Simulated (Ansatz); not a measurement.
**Ligand exchange: C3H7ClMg + C2H2F2 → C3H8Mg + C2HClF2**

Species: C3H7ClMg `C[CH](C)[Mg][Cl]`, singlet; C2H2F2 (1,2-difluoroethene) `F/C=C/F`, singlet; C3H8Mg `C[CH](C)[MgH]`, singlet; C2HClF2 `F/C=C(\F)Cl`, singlet. The partners trade Cl for H: Mg–Cl and C–H bonds give way to Mg–H and C–Cl.

Shapes, held fixed at every level: PBE0-D4/def2-TZVP. Programs: Ansatz 0.2.0. The zero-point and thermal change to 298 K, harmonic and unscaled (PBE0-D4/def2-TZVP), is -14.9 kJ/mol.

```json
{"level": "PBE-D4/def2-TZVPP", "kind": "GGA", "ΔH(298 K) (kJ/mol)": "+240.0", "less CCSD(T)/def2-TZVPP": "-20.0", "CPU time (sum over the molecules)": "75 s"}
{"level": "r2SCAN-D4/def2-TZVPP", "kind": "meta-GGA", "ΔH(298 K) (kJ/mol)": "+256.0", "less CCSD(T)/def2-TZVPP": "-4.0", "CPU time (sum over the molecules)": "97 s"}
{"level": "BHLYP-D4/def2-TZVPP", "kind": "global hybrid", "ΔH(298 K) (kJ/mol)": "+269.9", "less CCSD(T)/def2-TZVPP": "+9.9", "CPU time (sum over the molecules)": "80 s"}
{"level": "wB97M-V/def2-TZVPP", "kind": "range-separated hybrid", "ΔH(298 K) (kJ/mol)": "+257.5", "less CCSD(T)/def2-TZVPP": "-2.5", "CPU time (sum over the molecules)": "2.9 min"}
{"level": "B2PLYP/def2-TZVPP", "kind": "double hybrid", "ΔH(298 K) (kJ/mol)": "+264.3", "less CCSD(T)/def2-TZVPP": "+4.3", "CPU time (sum over the molecules)": "91 s"}
{"level": "MP2/def2-SVP", "kind": "perturbation theory", "ΔH(298 K) (kJ/mol)": "+276.4", "less CCSD(T)/def2-TZVPP": "+16.4", "CPU time (sum over the molecules)": "–"}
{"level": "MP2/def2-TZVPP", "kind": "perturbation theory", "ΔH(298 K) (kJ/mol)": "+264.7", "less CCSD(T)/def2-TZVPP": "+4.7", "CPU time (sum over the molecules)": "–"}
{"level": "CCSD(T)/def2-TZVPP", "kind": "coupled cluster or CI", "ΔH(298 K) (kJ/mol)": "+260.0", "less CCSD(T)/def2-TZVPP": "0.0", "CPU time (sum over the molecules)": "32 min"}
```

The highest level, CCSD(T)/def2-TZVPP, gives ΔH(298 K) = +260.0 kJ/mol; the levels span +240.0 to +276.4. The column of differences is taken from that level and isn't an error. No measured value is set beside it here. Correlated rows may include outer-core shells of Mg, which these sets cover unevenly. Times are processor times on shared x86 and Arm servers, and rough.

The exchange is strongly endothermic at every level, +260.0 kJ/mol with CCSD(T), so the favourable direction is the reverse: magnesium takes chloride and carbon takes hydrogen. Both halves of the trade push the same way. Electropositive magnesium gains much more from a strongly ionic bond to chlorine than from one to the less electronegative hydride, while an alkenyl C–H bond is stronger than the C–Cl bond replacing it. The vibrational term of -14.9 kJ/mol offsets little of this; it probably reflects mainly the loss of stiff C–H modes in favour of softer Mg–H and C–Cl ones.

The fluorines are trans in the starting alkene but cis in the product, so the enthalpy also contains a change of alkene configuration, probably small beside the bond terms. The sign is secure against the spread of methods, but the shift in MP2 between the two basis sets suggests that the remaining basis error in the coupled-cluster value could reorder the levels closest to it.
